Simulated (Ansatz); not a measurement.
# From C to Sn: the HOMO–LUMO gap

Gas-phase molecules, one atom swapped for its congeners: C2H3F3 (1,1,1-trifluoroethane) `CC(F)(F)F`; SiH3(CF3); GeH3(CF3) (trifluoromethylgermane); SnH3(CF3). All are singlets with charge 0.

Shapes, held fixed at every level: PBE0-D4/def2-TZVP. Programs: Ansatz 0.2.0. Values in eV.

```tsv
level	C2H3F3	SiH3(CF3)	GeH3(CF3)	SnH3(CF3)
PBE-D4/def2-TZVPP	9.75	7.31	7.47	6.42
r2SCAN-D4/def2-TZVPP	11.14	8.07	8.13	7.08
B3LYP-D4/def2-TZVPP	11.73	9.26	9.31	8.10
BHLYP-D4/def2-TZVPP	14.65	12.04	12.04	10.58
PBE0-D4/def2-TZVPP	12.35	9.70	9.79	8.57
r2SCAN0-D4/def2-TZVPP	13.32	10.21	10.22	9.02
wB97M-V/def2-TZVPP	16.15	13.65	13.82	12.19
```

At wB97M-V/def2-TZVPP the HOMO–LUMO gap isn't monotonic: it is largest for C and smallest for Sn (16.15 and 12.19 eV). 6 of 7 levels show this order throughout; 7 agree on the largest and the smallest. For atoms past krypton def2 sets carry core potentials with scalar relativity. Relativity is left out for Ge. Orbital gaps aren't excitation energies, and the LUMO depends on the basis.

Replacing carbon by silicon brings the largest drop in the gap, silicon and germanium are nearly level, and tin brings a second, smaller drop. This pattern holds with every functional, although the slight lead of germanium over silicon disappears with BHLYP, where both stand at 12.04 eV, so their order is much less secure than the rest. The main cause is probably the weaker overlap of the larger, more diffuse valence orbitals down group 14, which raises the σ(E–H) and σ(E–C) levels and lowers their antibonding partners. The pause at germanium fits the filled 3d shell, which screens the nuclear charge poorly and keeps the 4s and 4p orbitals compact, so that germanium resembles silicon in size and binds its electrons about as tightly. The absolute gaps depend far more on the functional than the pattern does, probably in large part because the share and range of exact exchange shift occupied and empty levels apart. The gaps alone don't show how much of each drop comes from a higher HOMO and how much from a lower LUMO.
